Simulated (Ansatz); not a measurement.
BaZrO₃: the change of energy above lowest point with volume scale

All results are calculated (Ansatz 0.2.0). Free energy against uniform scaling of the volume at fixed shape and fractions; periodic cell, basis, potentials, k mesh and filling as listed.

The cell before it is scaled or strained (space group Pm-3m, No. 221):
```
BaZrO3
1.0
      4.1913     0.0000     0.0000
      0.0000     4.1913     0.0000
      0.0000     0.0000     4.1913
Ba Zr O
1 1 3
Direct
  0.00000 0.00000 0.00000
  0.50000 0.50000 0.50000
  0.00000 0.50000 0.50000
  0.50000 0.00000 0.50000
  0.50000 0.50000 0.00000
```

Settings of every row: functional PBE; dispersion none; potentials PAW; wave cutoff 500 eV; density cutoff 2000 eV; k mesh 5x5x5; k shift 0x0x0; occupations fixed; smearing width 0 eV; spin none.

Limits: no spin-orbit coupling, which can matter with elements this heavy.

```csv
row,volume scale,V (Å³/atom),energy above lowest point (meV/atom)
1,0.9,13.253,134.4
2,0.925,13.621,82.2
3,0.95,13.989,44.4
4,0.975,14.358,?
5,1,14.726,4.7
6,1.025,15.094,0
7,1.05,15.462,3.7
8,1.075,15.83,14.8
9,1.1,16.198,32.4
```

Question: what energy above lowest point should row 4 give?

Worked fit of energy above lowest point. Take u = (V_r/V)^(2/3) − 1 with V_r = 14.91 Å³ an atom, which is twice the finite (Eulerian) strain; such expansions in the strain, on which the Birch-Murnaghan equation of state is built, carry the rest volume and the bulk modulus. The shown rows have u = 0.08171, 0.06213, 0.04342, 0.00831, -0.00814, -0.02394, -0.03913, -0.05374. Least squares give energy above lowest point = 1.23 + 283.6 × u + 16230 × u² + 2996 × u³ meV/atom; a parabola predicts inner rows, each left out in turn, worse (root mean square 0.23 against 0.018 meV/atom). All shown rows lie on it to the printed digit. Its lowest point lies at u = -0.0088, or V = 15.11 Å³ an atom, and the curvature there gives the bulk modulus at fixed shape and fractions, B = (4/9)(1 + u)² E″(u)/V = 150 GPa. The withheld row has u = 0.02547, so the fit gives 1.23 + 283.6 × (0.02547) + 16230 × (0.02547)² + 2996 × (0.02547)³ = 19.0 meV/atom.

The calculation gave 19 meV/atom. The fit meets it to the printed digit.
